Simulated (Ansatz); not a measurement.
## ZrZn: pressure against volume per atom

All results are calculated (Ansatz 0.2.0). Periodic Kohn-Sham DFT of a crystal at fixed atoms; pressure and stress are positive in compression; the energy is the free energy less that of spherical unpolarised free atoms; site moments are those in the method's own spheres, positive along +z.

Cell of the first row (space group Pm-3m, No. 221):
```
ZrZn
1.0
      3.2679     0.0000     0.0000
      0.0000     3.2679     0.0000
      0.0000     0.0000     3.2679
Zr Zn
1 1
Direct
  0.50000 0.50000 0.50000
  0.00000 0.00000 0.00000
```

Settings of every row: method frozen-core PAW; functional PBEsol; relativity scalar; k mesh 10x10x10; filling fermi-dirac; smearing width 0.08 eV; wave cutoff 420 eV; paw set soft_2.

Atom start moment: 0 on all atoms.

Limits: PAW files made with PBE.

```csv
row,volume per atom (Å³),pressure (GPa)
1,17.449,2.79
2,17.82,0.183
3,18.192,-2.157
4,18.377,?
5,18.563,-4.256
6,18.749,-5.223
7,18.934,-6.139
8,19.306,-7.827
9,19.677,-9.338
```

Question: what pressure should row 4 give?

Worked fit of pressure. Take u = (V_r/V)^(2/3) − 1 with V_r = 18.656 Å³ an atom, which is twice the finite (Eulerian) strain; such expansions in the strain, on which the Birch-Murnaghan equation of state is built, carry the rest volume and the bulk modulus. The shown rows have u = 0.0456, 0.03104, 0.01693, 0.00334, -0.00331, -0.00981, -0.02257, -0.0349. Least squares give pressure = −4.7469 + 145.724 × u + 415.79 × u² + 280 × u³ GPa; a parabola predicts inner rows, each left out in turn, worse (root mean square 0.0051 against 0.003 GPa). The rows lie off it by 0.001, -0.002, 0.002, 0.000, 0.002, -0.002, 0.000, 0.000. The pressure vanishes at u = 0.0300, or V = 17.85 Å³ an atom, and there the bulk modulus at fixed shape and fractions is B = −V dP/dV = (2/3)(1 + u) dP/du = 118 GPa. The withheld row has u = 0.0101, so the fit gives −4.7469 + 145.724 × (0.0101) + 415.79 × (0.0101)² + 280 × (0.0101)³ = -3.232 GPa.

The calculation gave -3.235 GPa. The fit lies 0.003 GPa (0.025 % of the column's range) above it; its largest miss of a shown row is 0.002 GPa.
